Airy connection formula and Bohr–Sommerfeld rule: TE modes of a Ti:LiNbO₃ planar guide

Model and conventions

Take an x-cut crystal with light running along y. Depth is x > 0 and air (n_c = 1) fills x < 0. The TE field points along the optic axis z, sees the extraordinary index alone, and obeys

E'' + κ²(x) E = 0, κ² = k₀²[n²(x) − N²], k₀ = 2π/λ,

with E and E' continuous at the surface. N is the effective index. This is a one-dimensional Schrödinger problem with p = ħκ.

Typical inputs: λ = 0.633 µm, bulk index n_b = 2.20, surface index n_s = n_b + Δn with Δn = 0.010, depth scale d = 3.0 µm. Diffusion from a thin Ti film typically leaves a roughly Gaussian depth profile. We use n² = n_b² + (n_s² − n_b²) sech²(x/d), which has the same curvature at the surface as exp(−x²/d²) and can be solved exactly. Define u = x/d, V = k₀d√(n_s² − n_b²), w = k₀d√(N² − n_b²) and b = w²/V². Since Δn ≪ n_b, n_s − N ≈ (1 − b)Δn. At the surface κ₀d = √(V² − w²) = V√(1 − b).

1. Estimate by hand

k₀ ≈ 10 µm⁻¹ and √(2·2.2·0.01) ≈ 0.2, so V ≈ 10·3·0.2 = 6. Picture a uniform layer of index n_s and thickness d between two mirrors. Mode m = 0, 1, … fits m + 1 half waves, κ₀d = (m + 1)π. With π ≈ 3, TE₀ has 1 − b ≈ (3/6)² = 0.25, so n_s − N₀ ≈ 0.0025 and N₀ ≈ 2.2075. Guiding needs κ₀d < V, which allows about 6/3 = 2 modes.

2. Careful calculation

Connection formula. Where |κ'| ≪ κ², the WKB solutions are κ^(−1/2) exp(±i∫κ dx) and, with κ² = −γ² < 0, γ^(−1/2) exp(±∫γ dx). They fail at the turning point x_t, where n(x_t) = N. There κ² ≈ −g(x − x_t) with g > 0, and z = g^(1/3)(x − x_t) gives d²E/dz² = zE. The solution that decays into the substrate is

Ai(z) = (1/2π) ∫ exp[i(t³/3 + zt)] dt over the real t axis.

Put ζ = (2/3)|z|^(3/2). For large z > 0 the contour is lifted through one saddle, t = i√z, where the exponent is −ζ and its second derivative −2√z. The Gaussian integral gives Ai ≈ (1/2) π^(−1/2) z^(−1/4) e^(−ζ). For large −z there are two real stationary points t = ±√|z|, with phase ∓ζ and second derivative ±2√|z|. Each contributes (1/2) π^(−1/2) |z|^(−1/4) exp[∓i(ζ − π/4)], the π/4 coming from the Fresnel integral. Their sum is π^(−1/2) |z|^(−1/4) cos(ζ − π/4). In the linear region ζ equals ∫γ dx or ∫κ dx taken from x_t, and |z|^(1/2) is proportional to γ or κ with the same constant. Hence

(1/2) γ^(−1/2) exp(−∫ from x_t to x of γ dx') → κ^(−1/2) cos(∫ from x to x_t of κ dx' − π/4).

The 1/2 is one saddle against two. Use the arrow only as drawn: a slight phase offset in the cosine would bring in the growing exponential.

Quantisation. Let S = ∫κ dx across the oscillatory region, one way. With soft turning points at both ends the two cosines must agree up to sign, so S − π/2 = mπ. With a hard wall (E = 0) at one end, cos(S − π/4) = 0 and S = (m + 3/4)π. With two hard walls sin S = 0 and S = (m + 1)π. The round trip is 2S, so all three read

∮κ dx = 2π(m + μ/4), or ∮p dx = 2πħ(m + μ/4),

where the Maslov index μ collects 1 per soft turning point and 2 per hard wall, and m counts interior nodes. The hand estimate used μ = 4. A graded guide with a node at the surface has μ = 3. A test on the purely linear well with a wall at depth |z|: ζ = 3π/4 gives |z| = 2.320, while the first zero of Ai(−|z|) is 2.338, so the rule is off by 0.8 % even for m = 0.

Air is not quite a hard wall. The field there is exp(γ_c x) with γ_c = k₀√(N² − n_c²). Because κ'(0) = 0 for our profile, the cosine solution has E'/E = κ₀ tan(S − π/4) at x = 0, and continuity gives

S = (m + 3/4)π − arctan(κ₀/γ_c).

Action. For the sech² profile, S = ∫√(V² sech²u − w²) du from 0 to u_t = arcosh(V/w), which is S = (π/2)(V − w). Therefore

w = V − 2m − 3/2 + (2/π) arctan(κ₀/γ_c), (γ_c d)² = w² + k₀²d²(n_b² − n_c²).

Numbers: k₀ = 9.926 µm⁻¹, √(n_s² − n_b²) = 0.210, V = 6.253, k₀²d²(n_b² − n_c²) = 3405. For TE₀ a hard wall gives w = 4.753 and 1 − b = 0.422. With air, iteration gives κ₀d = 4.012, γ_c d = 58.55, arctan(κ₀/γ_c) = 0.0684 rad, w = 4.797 and 1 − b = 0.412. The surface then counts as 2 − (4/π)·0.0684 = 1.913 in μ.

Exact solution. The decaying field is the Legendre function of tanh u with degree ν and order −w, where ν(ν + 1) = V², so ν = √(V² + 1/4) − 1/2 = 5.773. Its logarithmic derivative at u = 0 turns continuity into

γ_c d = 2 tan[π(ν − w)/2] G(ν − w) G(ν + w), G(y) = Γ(1 + y/2)/Γ((1 + y)/2).

For γ_c → ∞ this gives w = √(V² + 1/4) − 2m − 3/2: the μ = 3 rule with V replaced by √(V² + 1/4), a shift of about 1/(8V) = 0.020 in w. With air, TE₀ has w = 4.818 and 1 − b = 0.406.

Effective indices N = √(n_b² + w²/k₀²d²):

mode | WKB, hard wall | WKB, air | exact, air
TE₀ | 2.20578 | 2.20589 | 2.20594
TE₁ | 2.20194 | 2.20203 | 2.20206
TE₂ | 2.20015 | 2.20017 | 2.20018

The five decimals serve to compare methods within the model; the inputs do not fix absolute N that well. At cutoff (w = 0) S/π = V/2 = 3.13, which exceeds 2 + 3/4 but not 3 + 3/4: three modes.

3. Why the two differ

The estimate puts N₀ too high by 1.6×10⁻³. In terms of 1 − b it is 0.25 against 0.406, a factor 1.63. To split it, write the hard-wall rule for m = 0 as κ₀ x_t f = (μ/4)π, where f is the mean of κ over the oscillatory region divided by κ₀. Then

1 − b = (π/V)² (μ/4)² / (u_t f)².

The estimate set μ/4 = u_t = f = 1. The self-consistent values change 1 − b as follows.

Rounding. (π/V)² = 0.2524 replaces 0.25: factor 1.01. Rounding π and V down together nearly cancels.

Soft turning point. The field leaks past x_t, so only 3/4 of a half wave is needed: factor (3/4)² = 0.5625. On its own this would move 1 − b further from the exact value.

Narrower well. TE₀ turns round at u_t = 0.775, or x_t = 2.32 µm, well short of d: factor 1/u_t² = 1.665.

Falling wavenumber. κ drops from κ₀ (κ₀d = 4.063) to zero at x_t, with f = 0.748, near the value π/4 = 0.785 of a parabolic well: factor 1/f² = 1.786.

These last three multiply to 1.673 and take 0.2524 to 0.422. The box is wrong in three ways, each by a factor between 1.6 and 1.8, and one of them opposes the other two, so roughly one such factor survives.

Leaky surface. The field penetrates 1/γ_c = 51 nm into air, 2 % of x_t, which widens the well: factor 0.975, or +1.1×10⁻⁴ in N₀.

Higher WKB orders. Going to the exact result gives factor 0.987, or +5×10⁻⁵ in N₀. This is the error of the leading-order rule. It is about half the air correction, so that correction is worth keeping but the fifth decimal of a WKB value is not.

The mode count differs for related reasons. The unrounded box has S/π = V/π = 1.99 at cutoff. In the graded guide the upper modes turn far out in the tail, where ∫sech u du = π/2 makes the well 1.57 times as wide, and each needs only m + 3/4 half waves.

The profile shape matters as much as these corrections. With exp(−u²) in place of sech²u, the hard-wall rule gives b = 0.565 and N₀ = 2.20566, which is 1.3×10⁻⁴ below the sech² value and so rivals the air correction. At cutoff the Gaussian has S/π = V/√(2π) = 2.49, below 2.75, and the rule counts only two modes. TE₂ in the table owes its existence to the slower sech² tail. Close to cutoff x_t recedes to infinity and the linearisation behind the π/4 loses its footing, so for a general profile a count near threshold should be confirmed by solving the wave equation directly.